Squeezing gallium antimonide shrinks it, and a negative pressure, which is a uniform pull, swells it. The table follows both in a density functional calculation (PBEsol) that keeps the zincblende structure throughout. Volume changes are counted from the crystal at zero pressure.

Zincblende GaSb (F-43m, 2-atom cell), relaxed at each pressure with its symmetry kept, in Ansatz 0.2.0 (plane-wave PAW, PBEsol, scalar-relativistic, no spin polarisation). Cutoff 420 eV, 12×12×12 k mesh, Fermi-Dirac smearing of 0.15 eV. Volume changes are relative to the zero-pressure crystal, 28.55 Å³ per atom.

| pressure (GPa) | volume per atom (Å³) | volume change (%) |
| --- | --- | --- |
| -3 | 30.60 | 7.18 |
| -1 | 29.15 | 2.10 |
| 1 | 28.03 | -1.83 |
| 2 | 27.54 | -3.53 |
| 4 | 26.71 | -6.43 |
| 40 | 20.18 | -29.31 |
| 50 | 19.30 | -32.41 |

**(a) The pressure steps are very uneven. Does each further gigapascal remove the same share of the volume?**

*Solution.* No. Going from 2 to 4 GPa removes 2.9 % of the zero-pressure volume, and going from 40 to 50 GPa removes only 3.1 %. Five times the added pressure buys almost the same shrinkage.

The bulk modulus, the pressure needed per relative change of volume, puts the steps on one scale. It averages 41 GPa between the two stretched rows and 223 GPa between the last two, and it rises at every step between. Had it kept its zero-pressure value of 51 GPa, the volume would follow $V = V_0\,e^{-P/B_0}$, with $P$ the pressure, $B_0$ that modulus and $V_0$ the zero-pressure volume. At 50 GPa the crystal would then have lost 62 % of its volume, about twice the computed loss.

**(b) Suppose that each Ga–Sb bond were a spring of constant stiffness. What pressure would hold the crystal at the volume it has in the 50 GPa row?**

*Solution.* Symmetry fixes all bond angles here, so the volume can change only through the one bond length $d$, and the volume per atom $V$ goes as $d^3$. There are two bonds per atom. The work $P\,dV$ done on an atom must equal the work $2F\,dd$ done on its bonds, where $F$ is the force compressing each bond. With $dV/V = 3\,dd/d$ this gives

$$F = \frac{3PV}{2d}, \qquad P = \frac{2dF}{3V}.$$

This bond is an effective one, which carries all the forces in the crystal and not only those between neighbours.

At 50 GPa the bond has shortened from 2.647 to 2.323 Å, by 0.324 Å. Near zero pressure its stiffness is 94 N/m, or 9.4 nN/Å, so a constant spring would push back with $9.4 \times 0.324 \approx 3.0$ nN. With $V = 19.30$ Å³ the formula gives

$$P = \frac{2 \times 2.323\ \text{Å} \times 3.0\ \text{nN}}{3 \times 19.30\ \text{Å}^3} \approx 0.24\ \text{nN/Å}^2 = 24\ \text{GPa}.$$

That is half the pressure actually needed. The other half must come from a bond that has grown stiffer.

**(c) Why does the bond stiffen, and can the rows near zero pressure tell how much?**

*Solution.* Consider the two limits. When atoms are pulled far apart, their electron clouds hardly overlap and the restoring force fades away. When they are pushed together, the bond electrons are confined to less space and closed shells begin to overlap. Kinetic energy and Pauli repulsion then rise faster than the attraction. A curve that joins these limits must be soft on the stretched side and stiff on the compressed side, which is why a pull of 1 GPa changes the volume more than a push of 1 GPa.

Overlap varies roughly exponentially with distance. A binding curve built on this idea has an energy proportional to $-(1+a)e^{-a}$, where $a = (d-d_0)/l$, $d_0$ is the bond length at zero pressure and $l$ is a decay length. Its slope gives the force

$$F = k_0\,(d_0-d)\,e^{(d_0-d)/l},$$

a spring of stiffness $k_0$ multiplied by a factor that grows with shortening. Put into the pressure formula of part (b), this is the Vinet equation of state.

The two constants were fitted to the five rows from −3 to 4 GPa only, which gave $l = 0.47$ Å. For the 50 GPa row, which had no part in the fit, the factor is $e^{0.324/0.47} \approx 2.0$. It lifts the 24 GPa of the constant spring to about 49 GPa. This factor compares the force with the whole shortening. The local slope of the force grows more: between the last two rows it is about 31 nN/Å, over three times the starting 9.4 nN/Å. The predicted pressures at 40 and 50 GPa are 2 to 3 % too low, a small miss whose cause was not tested. The computed volumes have limits of their own: they leave out temperature and zero-point motion, and the PBEsol runs used PAW datasets made for another functional, PBE. How far this shifts the volumes or the fitted stiffness was not tested either. The output below gives every row.

A simpler formula, the Murnaghan equation, lets the bulk modulus rise in proportion to pressure. With the same starting value and slope it serves well up to 4 GPa, but it asks for 17 % too much pressure at the volume of the last row. The success of the exponential bond shows that the modulus and its slope near zero pressure are enough to predict the far rows, provided the modulus is allowed to rise less than linearly. It agrees with the picture of growing overlap but does not single it out. Other two-constant forms with no exponential in them, such as the Birch-Murnaghan equation, are expected to do about as well over this range, and the kinetic and repulsive parts of the energy were not computed separately.

The electronic state changes along the series, and the seven rows show no break in the stiffness, though none lies between 4 and 40 GPa. The computed gap is zero in the stretched rows, reaches 0.48 eV at 4 GPa, and has become a slight band overlap at 50 GPa. The gaps at 1 and 2 GPa extrapolate to about zero at zero pressure, where real GaSb is a semiconductor. PBEsol makes such gaps too small. Spin-orbit coupling is left out and would narrow them further, and they are read only at the points of the k mesh. Neither the zero gap under tension nor the band overlap at 50 GPa should be taken for that of the real material. All rows but those at 2 and 4 GPa are flagged as metallic, including 1 and 40 GPa, where the gap is positive but smaller than the 0.15 eV smearing. The runs themselves raised no warnings. The data makers' tests on other systems do, however, give reason for caution: results for metals can be sensitive to the k mesh, and where a gap is found, as at 2 and 4 GPa, a band crossing between the sampled points may be missed. The mesh was not varied here, so neither risk was tested for GaSb.

Real GaSb leaves zincblende for a denser structure at very roughly 7 GPa. The last two rows therefore describe a crystal kept in zincblende by the imposed symmetry, far beyond the pressure range where that structure is the stable one. Whether it could persist there for a while was not tested. How much volume the real material would lose in that change, on top of the smooth compression explained here, remains open until the denser structure is computed too.

Printed output of the fit:

```
Steps from the row above and the effective bond:
  row  volume change per GPa (%)  average bulk modulus (GPa)  bond length (A)  force on a bond (nN)  bond stiffness (N/m)  gap by band count (eV)
   -3                        n/a                         n/a            2.709               -0.5097                 82.36                       0
   -1                     -2.544                       41.12            2.665               -0.1659                 90.16                       0
    1                     -1.965                       50.94            2.631                0.1579                 97.22                  0.1297
    2                     -1.678                       57.99            2.615                0.3161                 100.3                  0.2554
    4                     -1.463                       64.96            2.589                0.6166                 106.3                  0.4799
   40                    -0.6353                       128.4            2.358                 5.136                 177.7                 0.07473
   50                      -0.31                         223            2.323                 6.231                 192.3                -0.05845
fit of logk on 5 rows (near): constant 4.542 +/- 0.00054, coefficient of short 2.13 +/- 0.013; rms 0.00093, worst -1 0.00119, leave-one-out rms 0.00192
  rows outside the fit (model, value, miss): 40 5.158, 5.18, -0.0226; 50 5.232, 5.259, -0.0271
Pressure from three formulas and their misses:
  row  stiffening bond (GPa)  constant spring (GPa)  linear bulk modulus (GPa)  miss of stiffening bond (%)  miss of constant spring (%)  miss of linear bulk modulus (%)
   -3                 -3.005                 -3.429                     -3.024                     -0.08584                        13.99                           0.5181
   -1                 -1.012                 -1.053                     -1.013                       0.1188                         4.12                            0.173
    1                 0.9879                 0.9543                     0.9883                     -0.03581                       -3.435                         0.006864
    2                  2.003                  1.873                      2.006                       0.1028                       -6.396                           0.2645
    4                   3.98                  3.517                      4.002                     -0.09971                       -11.71                           0.4528
   40                  39.11                  21.13                      45.29                       -2.234                       -47.17                            13.22
   50                  48.66                  24.41                      58.62                       -2.672                       -51.18                            17.23
Bond length at zero pressure (A): 2.647
Bond shortening at 50 GPa (%): 12.24
Bond stiffness at zero pressure from the fit (N/m): 93.88
Bond stiffness at 50 GPa over that at zero pressure: 2.048
Shortening that raises the stiffness by a factor e (A): 0.4696
Bulk modulus at zero pressure from the fit (GPa): 51.19
Rise of bulk modulus per GPa of pressure at zero pressure: 4.758
Volume change at 50 GPa if the bulk modulus stayed constant (%): -62.34
```
